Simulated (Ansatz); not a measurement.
HfB2: the change of energy above lowest point and pressure with volume scale

Free energy against uniform scaling of the volume at fixed shape and fractions; periodic cell, basis, potentials, k mesh and filling as listed. The results are calculated, by Ansatz 0.2.0.

The cell before it is scaled or strained (space group P6/mmm, No. 191):
```
cell vectors (Å)
   3.1504     0.0000     0.0000
  -1.5752     2.7284     0.0000
   0.0000     0.0000     3.4916
atoms (fractions of the cell vectors)
Hf  0.00000  0.00000  0.00000
B   0.33333  0.66667  0.50000
B   0.66667  0.33333  0.50000
```

Settings of every row: functional PBEsol; dispersion none; potentials PAW; wave cutoff 500 eV; density cutoff 2000 eV; k mesh 11x11x8; k shift 0x0x0; occupations cold; smearing width 0.1 eV; spin none.

Limits: coarse k mesh, up to 40 meV an atom off; no spin-orbit coupling, which can matter with elements this heavy.

```
row  volume scale  V (Å³/atom)  energy above lowest point (meV/atom)  pressure (GPa)
  1        0.9406         9.41                                     ?               ?
  2        0.9703        9.707                                     0            0.76
  3             1       10.004                                   5.7           -6.77
  4        1.0297       10.301                                  24.5          -13.27
  5        1.0594       10.598                                  54.4          -18.88
```

Question: what energy above lowest point and pressure should row 1 give?

Worked fit of energy above lowest point. Take u = (V_r/V)^(2/3) − 1 with V_r = 10.152 Å³ an atom, which is twice the finite (Eulerian) strain; such expansions in the strain, on which the Birch-Murnaghan equation of state is built, carry the rest volume and the bulk modulus. The shown rows have u = 0.03033, 0.00984, -0.00967, -0.02826. Least squares give energy above lowest point = 13.56 − 964 × u + 17036 × u² meV/atom; a straight line predicts inner rows, each left out in turn, worse (root mean square 9.3 against 0.054 meV/atom). All shown rows lie on it to the printed digit. Its lowest point lies at u = 0.0283, or V = 9.736 Å³ an atom, and the curvature there gives the bulk modulus at fixed shape and fractions, B = (4/9)(1 + u)² E″(u)/V = 264 GPa. Letting shape and atoms relax would as a rule lower it, by much in layered, chain or molecular crystals. The withheld row has u = 0.0519, so the fit gives 13.56 − 964 × (0.0519) + 17036 × (0.0519)² = 9.4 meV/atom.

The calculation gave 9.3 meV/atom. The fit lies 0.1 meV/atom (1.1 % of the value, 0.18 % of the column's range) above it, one unit of the last digit. This row lies beyond the range of the fit.

Worked fit of pressure. Take u = (V_r/V)^(2/3) − 1 with V_r = 10.152 Å³ an atom, which is twice the finite (Eulerian) strain; such expansions in the strain, on which the Birch-Murnaghan equation of state is built, carry the rest volume and the bulk modulus. The shown rows have u = 0.03033, 0.00984, -0.00967, -0.02826. Least squares give pressure = −10.129 + 333.42 × u + 842.1 × u² GPa; a straight line predicts inner rows, each left out in turn, worse (root mean square 0.46 against 0.0088 GPa). All shown rows lie on it to the printed digit. The pressure vanishes at u = 0.0283, or V = 9.735 Å³ an atom, and there the bulk modulus at fixed shape and fractions is B = −V dP/dV = (2/3)(1 + u) dP/du = 261 GPa. Letting shape and atoms relax would as a rule lower it, by much in layered, chain or molecular crystals. The withheld row has u = 0.0519, so the fit gives −10.129 + 333.42 × (0.0519) + 842.1 × (0.0519)² = 9.44 GPa.

The calculation gave 9.5 GPa. The fit lies 0.06 GPa (0.21 % of the column's range) below it; its largest miss of a shown row is 0.00 GPa. This row lies beyond the range of the fit.
